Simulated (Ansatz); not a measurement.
A series in volume scale on BiTe

All results are calculated (Ansatz 0.2.0). Periodic Kohn-Sham DFT of a crystal at fixed atoms, scaled to volume_scale times the given cell; pressure positive in compression, energy less spherical unpolarised free atoms, largest_vzz the field gradient of largest size among the nuclei.

The cell before it is scaled or strained (space group Fm-3m, No. 225):
```
BiTe
1.0
      0.0000     3.2350     3.2350
      3.2350     0.0000     3.2350
      3.2350     3.2350     0.0000
Bi Te
1 1
Direct
  0.00000 0.00000 0.00000
  0.50000 0.50000 0.50000
```

Settings of every row: method frozen-core PAW; functional PBE; relativity scalar; k mesh 10x10x10; filling fermi-dirac; smearing width 0.08 eV; wave cutoff 420 eV; paw set soft_2.

Atom start moment: 0 on all atoms.

Limits: no spin-orbit coupling on heavy atoms.

```csv
row,volume scale,V (Å³/atom),pressure (GPa)
1,0.96,32.501,3.051
2,0.98,33.178,?
3,1,33.855,0.792
4,1.02,34.532,-0.163
5,1.04,35.209,-1.019
```

Question: what pressure should row 2 give?

Worked fit of pressure. Take u = (V_r/V)^(2/3) − 1 with V_r = 34.194 Å³ an atom, which is twice the finite (Eulerian) strain; such expansions in the strain, on which the Birch-Murnaghan equation of state is built, carry the rest volume and the bulk modulus. The shown rows have u = 0.03443, 0.00666, -0.00654, -0.01931. Least squares give pressure = 0.3006 + 72.471 × u + 215.17 × u² GPa; a straight line predicts inner rows, each left out in turn, worse (root mean square 0.095 against 0.0023 GPa). The rows lie off it by 0.000, -0.001, 0.001, 0.000. The pressure vanishes at u = -0.0042, or V = 34.41 Å³ an atom, and there the bulk modulus at fixed shape and fractions is B = −V dP/dV = (2/3)(1 + u) dP/du = 46.9 GPa. The withheld row has u = 0.02031, so the fit gives 0.3006 + 72.471 × (0.02031) + 215.17 × (0.02031)² = 1.861 GPa.

The calculation gave 1.86 GPa. The fit lies 0.001 GPa (0.025 % of the column's range) above it, one unit of the last digit.
